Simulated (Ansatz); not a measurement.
A series in volume scale on Ge

Results calculated with Ansatz 0.2.0, not measured. Free energy against uniform scaling of the volume at fixed shape and fractions; periodic cell, basis, potentials, k mesh and filling as listed.

The cell before it is scaled or strained (space group Cmmm, No. 65):
```
CELL_PARAMETERS angstrom
1.40170 -2.60910 0.00000
1.40170 2.60910 0.00000
0.00000 0.00000 2.70720
ATOMIC_POSITIONS crystal
Ge 0.50000 0.50000 0.00000
```

Settings of every row: functional PBEsol; dispersion none; potentials PAW; wave cutoff 630 eV; density cutoff 2520 eV; k mesh 9x9x9; k shift 0x0x0; occupations gaussian; smearing width 0.1 eV; spin none; SCF threshold exponent -5.

Limits: coarse k mesh, up to 40 meV an atom off; loose SCF threshold; minimum outside the range; stress loosely converged; the cell comes from a prototype or a list of computed structures and needn't be the stable phase.

```csv
row,volume scale,V (Å³/atom),pressure (GPa),energy above lowest point (meV/atom)
1,0.9406,18.625,-0.55,0
2,0.9703,19.213,?,?
3,1,19.801,-4.77,20.4
4,1.0297,20.39,-6.36,41
5,1.0594,20.978,-7.67,66.8
```

Question: what pressure and energy above lowest point should row 2 give?

Worked fit of pressure. Take u = (V_r/V)^(2/3) − 1 with V_r = 20.096 Å³ an atom, which is twice the finite (Eulerian) strain; such expansions in the strain, on which the Birch-Murnaghan equation of state is built, carry the rest volume and the bulk modulus. The shown rows have u = 0.05198, 0.00991, -0.00964, -0.02823. Least squares give pressure = −5.605 + 81.59 × u + 301.3 × u² GPa; a straight line predicts inner rows, each left out in turn, worse (root mean square 0.3 against 0.0079 GPa). All shown rows lie on it to the printed digit. The withheld row has u = 0.03041, so the fit gives −5.605 + 81.59 × (0.03041) + 301.3 × (0.03041)² = -2.85 GPa.

The calculation gave -2.84 GPa. The fit lies 0.01 GPa (0.14 % of the column's range) below it, one unit of the last digit.

Worked fit of energy above lowest point. Take u = (V_r/V)^(2/3) − 1 with V_r = 20.096 Å³ an atom, which is twice the finite (Eulerian) strain; such expansions in the strain, on which the Birch-Murnaghan equation of state is built, carry the rest volume and the bulk modulus. The shown rows have u = 0.05198, 0.00991, -0.00964, -0.02823. Least squares give energy above lowest point = 29.96 − 1049.3 × u + 9095 × u² meV/atom; a straight line predicts inner rows, each left out in turn, worse (root mean square 8.9 against 0.16 meV/atom). The rows lie off it by 0.0, -0.1, 0.1, 0.0. The withheld row has u = 0.03041, so the fit gives 29.96 − 1049.3 × (0.03041) + 9095 × (0.03041)² = 6.5 meV/atom.

The calculation gave 6.3 meV/atom. The fit lies 0.2 meV/atom (0.3 % of the column's range) above it; its largest miss of a shown row is 0.1 meV/atom.
